What does this calculation deform? The cell is about 35 Å long in one direction, and each phosphorus atom has three neighbours at about 2.2 Å. This is a single puckered layer of black phosphorus, known as phosphorene, with vacuum above and below.

Phosphorus, 4 atoms in a Pmna cell (a = 3.284, b = 34.857, c = 4.632 Å) not relaxed at this level, computed with Ansatz 0.2.0 (plane-wave PAW, scalar-relativistic LDA, no spin polarisation, 420 eV cutoff, 10×1×8 k mesh, 0.05 eV Gaussian smearing). The c edge is scaled against a and b at fixed volume and fractional coordinates. Energies are free energies; pressure is positive in compression.

```
axial ratio (over its starting value)  energy change (meV/atom)  pressure (GPa)  gap on mesh (eV)
                                 0.85                      73.8           -0.33             0.067
                                 0.92                      21.2           -0.28             0.427
                                  1.0                       0.0           -0.24             0.842
                                  1.1                      38.6           -0.23             0.962
                                  1.2                     143.7           -0.21             0.631
```

Raising the axial ratio stretches the layer along its armchair edge c, across the ridges of the pucker, and shrinks the zigzag edge a and the pucker height to keep the cell's volume fixed. The layer keeps neither its area nor its thickness: as c grows, the area a × c grows and the pucker height shrinks by the same factor. The atoms ride along at fixed fractional coordinates.

Which costs more, shortening c or lengthening it? Rows 0.92 and 1.1 lie at similar distances from the start, yet they cost 21.2 and 38.6 meV per atom. Part of that difference comes from the unequal steps. When each energy is divided by the square of ln(ratio), which allows for them, the long side is still 1.4 times as expensive.

The geometry suggests one reason. Each atom has two bonds within its ridge and one bond to the other half of the pucker. That single bond changes by about 0.04 Å in both rows, shortening in row 1.1 and lengthening in row 0.92. The two ridge bonds do the reverse, and their changes are unequal: about 0.03 Å in row 1.1 and less than 0.02 Å in row 0.92. A ridge bond lies obliquely between a and c, so a gain along one edge is partly offset by a loss along the other. As c grows, the bond turns towards c and the offset weakens. Bond angles change as well, so the bond lengths are a likely part of the asymmetry and not a full account of it.

Does symmetry force the minimum to sit at ratio 1? In a cubic crystal it would force an extremum there, because the three axes are equivalent. Here the axes differ and the space group is the same in every row, so no ratio is special. At ratio 1 the layer pulls inward along both a and c. On this path one edge grows as the other shrinks, so the two pulls nearly cancel and the minimum lies close to 1. The stresses put it near 0.996, where the energy is lower by less than its last printed digit. Small as it is, this shift matters when the two sides are compared: with the steps counted from 0.996, the long side is only about 1.2 times as expensive as the short one, not 1.4 times. The stresses also show the slope of the energy rising from row to row and changing sign once, so the scan gives no sign of a second minimum.

Why does the pressure hardly move while the energy climbs? The pressure is the mean of the stresses along three directions, and these run against one another: over the whole scan the stress along c changes by 2.8 GPa, the pressure by only 0.12 GPa. A uniform pressure added from all sides does no work while the volume stays fixed, so the mean says little about the energy. What costs energy is the difference between the directions.

The energy can be recovered from those differences. Let x be the axial ratio, V the cell volume per atom and σ the stress along each edge, positive in compression. When ln x grows by a small amount, c grows by two thirds of it and a and b each shrink by one third, so the work done on the cell is

dE/d ln x = −V (2σc − σa − σb)/3

In row 1.1 the stresses along c, a and b are −1.209, 0.132 and 0.390 GPa, and V is 132.55 Å³, which makes 0.827 eV per GPa. The slope there is

0.827 × (2 × 1.209 + 0.132 + 0.390)/3 = 0.81 eV

At ratio 1 it is only 0.024 eV. The mean of the two slopes times the step in ln x gives

(0.024 + 0.81)/2 × ln 1.1 = 0.040 eV

or 40 meV per atom, against 38.6 in the table. The same rule with no adjustable constant, applied to all four steps in the output below, misses by at most 1.4 meV per atom, with the slope taken as straight between rows. The agreement shows that stresses and energies of one calculation are consistent; it does not test the level of theory.

What would change if the vacuum were made twice as thick? The layer would pull on its cell with the same forces, now spread over twice the cross-section, so the in-plane stresses and the pressure would fall to about half. The energy per atom and the gap would hardly change, since they belong to the layer. A pressure quoted for such a cell therefore describes the box as much as the material.

What would change if the atoms were free to move? The force on each atom is 0.16 eV/Å at ratio 1 but 0.83 eV/Å in row 1.1 and nearly 1 eV/Å in row 0.92. Relaxed atoms would give way, mostly by turning bonds instead of stretching them, and the energies away from the minimum would drop. The curve in the table is thus stiffer than that of a real layer pulled along c, which could also choose its own width.

Why does the gap rise and then fall? From row 0.92 to ratio 1 it grows by 0.415 eV, on to row 1.1 by only 0.12 eV, and in the last step it shrinks. The bond lengths and the ridge angle meanwhile run steadily in one direction. A possible explanation is a change of band edge. Each electronic state shifts with strain according to the bonds it strengthens or weakens, and a state that was not at the edge of the gap can overtake the one that was. The gap then follows a new pair of states with the opposite trend. These five values fit that picture, but they would also fit a smooth maximum, whose top could lie on either side of row 1.1.

Which gaps can be trusted, and what do they mean for a transistor channel made of this layer? The 0.067 eV of row 0.85 is close to the smearing width of 0.05 eV, and the k mesh may miss the true band edges, so that row cannot be called semiconducting or metallic. LDA also makes gaps too small in general, and here it ran on PAW datasets made for another functional, PBE, which leaves the changes more useful than the values. Between ratio 1 and row 0.92, c shortens by 5.4 %, a lengthens by 2.8 %, and the gap falls by about half.

That loss is 16 times the thermal energy at room temperature. The gap curve flattens towards row 1.1, so a straight proportion is only a rough guide, but a tenth of this strain would still shift the gap by an amount comparable with the thermal energy. Where a switched-off channel leaks through carriers excited thermally across the gap, the leakage depends exponentially on the ratio of the gap to the thermal energy. Wrinkles or contacts that strain the layer unevenly would thus make some regions leak more than others. The clamped atoms make the figures a guide to this sensitivity and not design values.

Numerical output:

```
Edges and stresses:
   row  armchair edge c (A)  zigzag edge a (A)  stress along c (GPa)  stress along a (GPa)  stress along b (GPa)
  0.85                4.156              3.467                 0.626               -0.7838               -0.8438
  0.92                4.382              3.377                0.3288               -0.6964               -0.4592
   1.0                4.632              3.284               -0.2715               -0.4218              -0.03403
   1.1                4.936              3.181                -1.209                0.1322                0.3898
   1.2                5.231               3.09                -2.155                0.8552                0.6737
Steps from the row before:
   row  energy step (meV/atom)  work from stresses (meV/atom)  gap step (eV)
  0.92                   -52.6                         -51.21           0.36
   1.0                   -21.2                         -19.84          0.415
   1.1                    38.6                          39.78           0.12
   1.2                   105.1                          105.3         -0.331
Bonds and forces:
   row  bond within a ridge (A)  bond between sublayers (A)  angle within a ridge (degrees)  force on each atom (eV/A)
  0.85                    2.174                       2.319                           105.7                      1.529
  0.92                    2.183                        2.28                           101.3                     0.9572
   1.0                    2.199                       2.242                           96.61                     0.1648
   1.1                    2.227                       2.205                           91.16                     0.8281
   1.2                    2.262                       2.176                           86.18                       1.67
Energy per squared ln(ratio), row 1.1 over row 0.92: 1.394
Energy per squared ln(ratio), row 1.2 over row 0.85: 1.547
Slope of the energy at ratio 1 (meV/atom per unit ln ratio): 24.05
Ratio at which the slope from the stresses vanishes: 0.9963
Depth of that minimum below ratio 1 (meV/atom): 0.04423
Largest miss of the work against an energy step (meV/atom): 1.393
Spread of the pressure over the scan (GPa): 0.12
Spread of the stress along c over the scan (GPa): 2.781
Change of edge c from ratio 1 to 0.92 (percent): -5.407
Change of edge a from ratio 1 to 0.92 (percent): 2.818
Gap lost from ratio 1 to 0.92 over the thermal energy at 300 K: 16.05
Gap at ratio 0.85 over the smearing width: 1.34
```
